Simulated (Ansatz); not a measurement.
All numbers below come from DFT PBE, scalar-relativistic, plane waves, PAW (Ansatz). Settings: cutoff 420 eV, Γ-centred meshes spaced at most about 0.3 Å⁻¹, and about 0.25 Å⁻¹ or finer for metals (2π included), Gaussian smearing. No spin polarisation in the final relaxations.

All energies are static (0 K, no zero-point motion).

Compare these two cells of Ga₃BSb₂, each relaxed at this level.

1.

Space group P4/mmm (No. 123). a = 3.037 Å, b = 3.037 Å, c = 13.220 Å, α = 90.00°, β = 90.00°, γ = 90.00°
```csv
atom,site,symmetry,x,y,z
Ga,2g,4mm,0.0000,0.0000,0.8973
Ga,1b,4/mmm,0.0000,0.0000,0.5000
B,1c,4/mmm,0.5000,0.5000,0.0000
Sb,2h,4mm,0.5000,0.5000,0.3007
```

2.

Space group P6/mmm (No. 191). a = 5.324 Å, b = 5.324 Å, c = 5.702 Å, α = 90.00°, β = 90.00°, γ = 120.00°
```json
{"atom": "Ga", "site": "3g", "symmetry": "mmm", "x": "0.0000", "y": "0.5000", "z": "0.5000"}
{"atom": "B", "site": "1a", "symmetry": "6/mmm", "x": "0.0000", "y": "0.0000", "z": "0.0000"}
{"atom": "Sb", "site": "2c", "symmetry": "-6m2", "x": "0.6667", "y": "0.3333", "z": "0.0000"}
```

Question: Which would you expect to be lower, and how large is the difference?

Answer: Cell 1 is lower, by 0.32 eV/atom. Cell 1 has space group P4/mmm (No. 123), 20.3 Å³/atom and no gap on its mesh; cell 2 has space group P6/mmm (No. 191), 23.3 Å³/atom and no gap. Counting B or Sb atoms around Ga (for each partner element, those within 1.25 times its shortest distance or 1.15 times the sum of covalent radii, where it is the nearest in units of that sum or under 1.3; the shortest distance is added where it is long for a bond; a slash parts the counts of unlike sites), cell 1 has Ga 8 from 2.5 Å/8 from 3.4 Å and cell 2 has Ga 4 from 3.2 Å. Cell 1 holds Sb–Sb nets (shortest 3.04 Å); in cell 2 the shortest Sb–Sb distance is 3.07 Å, near bonding range too. Even the lower one lies +0.51 eV/atom against the reference forms of the elements (uncorrected), so neither is stable at this level. Both come from invented guesses. A third cell relaxed alike, in P-3m1, lies 159 meV/atom below the lower of the two.

No dispersion correction is applied, so the spacing and binding between layers, chains or molecules are poorly described (P4/mmm), and this can change margins and order among such cells. These runs have no spin–orbit coupling, which can matter for Sb. Cells relaxed within their symmetry can be saddle points.

The preference for the tetragonal cell probably comes mainly from boron. There it lies between Ga layers with contacts of 2.5 Å, long for a two-centre B–Ga bond but short enough for delocalised, multicentre bonding. In the hexagonal cell it sits at the centre of an Sb hexagon, with every neighbour well beyond covalent reach, so its compact 2s and 2p orbitals overlap little with anything. The Sb–Sb contacts are nearly equal in the two cells and hardly account for the ordering; the Ga–Sb contacts are even longer in the more stable one.

Neither arrangement provides the short, directional Ga–Sb bonds of tetrahedral GaSb or the strong B–B network of elemental boron, which makes the positive energy against the elements plausible. The lower P-3m1 cell shows that the tetragonal structure is not the best arrangement even at this composition. Since GaSb is a stable compound, a mixture of GaSb, gallium and boron would be a stricter reference than the elements alone.
